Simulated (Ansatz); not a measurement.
**Ligand exchange: C3H5Br + SiH3(SH) → C3H6S + SiH3Br**

Species: C3H5Br `C=CCBr`, singlet; SiH3(SH) (sulfanylsilane), singlet; C3H6S (allyl mercaptan) `C=CCS`, singlet; SiH3Br `[SiH3]Br`, singlet. The partners trade Br for SH: C–Br and Si–SH bonds give way to C–SH and Si–Br.

Shapes, held fixed at every level: PBE0-D4/def2-TZVP. Flexible molecules stand in one conformer, not always the lowest. Programs: Ansatz 0.2.0. The zero-point and thermal change to 298 K, harmonic and unscaled (PBE0-D4/def2-TZVP), is +0.9 kJ/mol.

```json
{"level": "HF/def2-SVP", "kind": "Hartree–Fock", "ΔH(298 K) (kJ/mol)": "-39.2", "less CCSD(T)/def2-TZVPP": "-8.8"}
{"level": "BHLYP-D4/def2-TZVPP", "kind": "global hybrid", "ΔH(298 K) (kJ/mol)": "-34.8", "less CCSD(T)/def2-TZVPP": "-4.4"}
{"level": "PBE0-D4/def2-TZVPP", "kind": "global hybrid", "ΔH(298 K) (kJ/mol)": "-32.1", "less CCSD(T)/def2-TZVPP": "-1.7"}
{"level": "wB97M-V/def2-TZVPP", "kind": "range-separated hybrid", "ΔH(298 K) (kJ/mol)": "-34.7", "less CCSD(T)/def2-TZVPP": "-4.3"}
{"level": "B2PLYP/def2-TZVPP", "kind": "double hybrid", "ΔH(298 K) (kJ/mol)": "-31.4", "less CCSD(T)/def2-TZVPP": "-1.0"}
{"level": "CCSD/def2-SVP", "kind": "coupled cluster or CI", "ΔH(298 K) (kJ/mol)": "-39.4", "less CCSD(T)/def2-TZVPP": "-9.0"}
{"level": "CCSD/def2-TZVPP", "kind": "coupled cluster or CI", "ΔH(298 K) (kJ/mol)": "-31.9", "less CCSD(T)/def2-TZVPP": "-1.5"}
{"level": "CCSD(T)/def2-TZVPP", "kind": "coupled cluster or CI", "ΔH(298 K) (kJ/mol)": "-30.4", "less CCSD(T)/def2-TZVPP": "0.0"}
```

The highest level, CCSD(T)/def2-TZVPP, gives ΔH(298 K) = -30.4 kJ/mol; the levels span -39.4 to -30.4. The column of differences is taken from that level and isn't an error. No measured value is set beside it here. Relativity is left out for Br unless named. Correlated rows may include outer-core shells of Br, which these sets cover unevenly.

The exchange is exothermic at every level, with CCSD(T) placing it at -30.4 kJ/mol. Bond types are conserved in number, so the enthalpy reflects how carbon and silicon differ in their preference for bromine over sulfur. Silicon is the more electropositive of the two and gains more from the electronegative halogen through bond polarity, probably helped by donation from bromine lone pairs into antibonding orbitals on the silyl group. Carbon, closer to sulfur in electronegativity, gives up less by taking the thiol group. The vibrational and thermal contribution is only +0.9 kJ/mol, so the preference is essentially electronic.

The basis set matters more here than the treatment of triples: CCSD moves from -39.4 to -31.9 kJ/mol on going to the larger set, while adding perturbative triples changes little. Hartree–Fock and CCSD nearly coincide in the small basis, which suggests that correlation contributions largely cancel between the two sides and that the Hartree–Fock deviation is mainly a basis effect. The exothermicity says nothing about the barrier to exchange.
